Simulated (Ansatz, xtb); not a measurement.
# Relative energy of two isomers of AlH4IOSi

Structure I is `[SiH3][O][AlH][I]`, a singlet and structure II is `[AlH2][O][SiH2]I`, a singlet. Both are isolated molecules in the gas phase, relaxed with B3LYP-D3(BJ)/def2-SVP; the shapes shown needn't be the lowest conformers.

I (Å):

```csv
atom,x (Å),y (Å),z (Å)
Al,0.3562,1.6056,1.7503
I,1.8727,2.3404,3.5696
O,-0.6526,0.2770,2.0316
Si,-1.4199,-1.0164,2.7309
H,-1.4306,-2.1618,1.7772
H,-2.8245,-0.6438,3.0638
H,-0.7157,-1.4296,3.9792
H,0.3259,2.3463,0.3716
```

II (Å):

```yaml
atoms:
  - { symbol: Al, position_ang: [-0.6650, 0.8101, 0.3498] }
  - { symbol: I, position_ang: [-3.8485, -2.3599, 0.1690] }
  - { symbol: O, position_ang: [-1.2472, -0.4719, 1.3275] }
  - { symbol: Si, position_ang: [-2.1272, -1.7513, 1.8488] }
  - { symbol: H, position_ang: [-1.3625, 1.0793, -1.0367] }
  - { symbol: H, position_ang: [0.5462, 1.6325, 0.9318] }
  - { symbol: H, position_ang: [-1.2633, -2.9454, 2.0239] }
  - { symbol: H, position_ang: [-2.8524, -1.4138, 3.0991] }
```

Quicker runs give these differences E(II) − E(I): GFN2-xTB +12.8 kcal/mol; HF/STO-3G +18.1 kcal/mol (at GFN2-xTB geometries); r2SCAN-D4/def2-SVP +15.2 kcal/mol (at GFN2-xTB geometries).

Task: Estimate E(II) − E(I) at the level CCSD(T)/def2-SVP + ΔMP2/def2-TZVPP.

Result: Calculated at CCSD(T)/def2-SVP + ΔMP2/def2-TZVPP: E(II) − E(I) = +15.8 kcal/mol, so structure I lies lower.

Level by level:

```
                             level               geometry  E(II) − E(I) (kcal/mol)  departure from the last row (kcal/mol)  job, with rough time for the two
                          GFN2-xTB               GFN2-xTB                     +12.8                                    −3.0              optimisation, 0.26 s
                         HF/STO-3G               GFN2-xTB                     +18.1                                    +2.3               single point, 1.5 s
                r2SCAN-D4/def2-SVP               GFN2-xTB                     +15.2                                    −0.6               single point, 7.2 s
             B3LYP-D3(BJ)/def2-SVP  B3LYP-D3(BJ)/def2-SVP                     +15.1                                    −0.7             optimisation, 3.5 min
                       HF/def2-SVP  B3LYP-D3(BJ)/def2-SVP                     +18.0                                    +2.2           part of the CCSD(T) run
                      MP2/def2-SVP  B3LYP-D3(BJ)/def2-SVP                     +17.1                                    +1.3           part of the CCSD(T) run
                  CCSD(T)/def2-SVP  B3LYP-D3(BJ)/def2-SVP                     +17.1                                    +1.3                      single point
CCSD(T)/def2-SVP + ΔMP2/def2-TZVPP  B3LYP-D3(BJ)/def2-SVP                     +15.8                                                        single point, 47 s
```

As drawn, II has 1 I–Si, 1 Al–H in place of 1 Al–I, 1 Si–H.

The levels shown agree on the order. The largest departure from CCSD(T)/def2-SVP + ΔMP2/def2-TZVPP is that of GFN2-xTB, 3.0 kcal/mol. The last row adds to CCSD(T) the change of the MP2 difference between the two basis sets, here −1.3 kcal/mol.

With harmonic frequencies from B3LYP-D3(BJ)/def2-SVP (ideal gas, rigid rotor, one conformer each, 1000 K, 1 atm): on the last row, ΔE + ΔZPE = +15.0 kcal/mol. A mode under 50 cm⁻¹ makes harmonic enthalpies and free energies unreliable, so none is given.

The correlated steps freeze 15 core orbitals; the filled d shell of I is correlated, in a basis made for valence electrons. Atoms past krypton carry core potentials in the def2 sets, other sets are all-electron and non-relativistic, and no spin–orbit term is included. Run with Ansatz 0.2.0, xtb 6.7.1; the last row on 1 thread of Arm Neoverse V1 on a shared host.

Isomer I is favoured by 15.8 kcal/mol, and the preference is essentially that of a ligand exchange: iodide sits on aluminium and hydride on silicon, while the Si–O–Al link is kept. Both halves of the exchange probably pull the same way. Aluminium is the more electropositive centre and gains more from a polar bond to iodine, whereas hydrogen forms a stronger, more covalent bond with silicon than with aluminium.

Because the number and general type of bonds are conserved, much of the correlation energy cancels. Hartree–Fock already gives 18.0 kcal/mol in the def2-SVP basis, against 17.1 kcal/mol for both MP2 and CCSD(T), so the preference is not a product of correlation. Zero-point energy narrows the gap slightly, to 15.0 kcal/mol, as expected when a stiff Si–H stretch is exchanged for a softer Al–H one.

The result supports a clear energetic preference for I between these two structures, but says nothing about the barrier to H/I exchange.
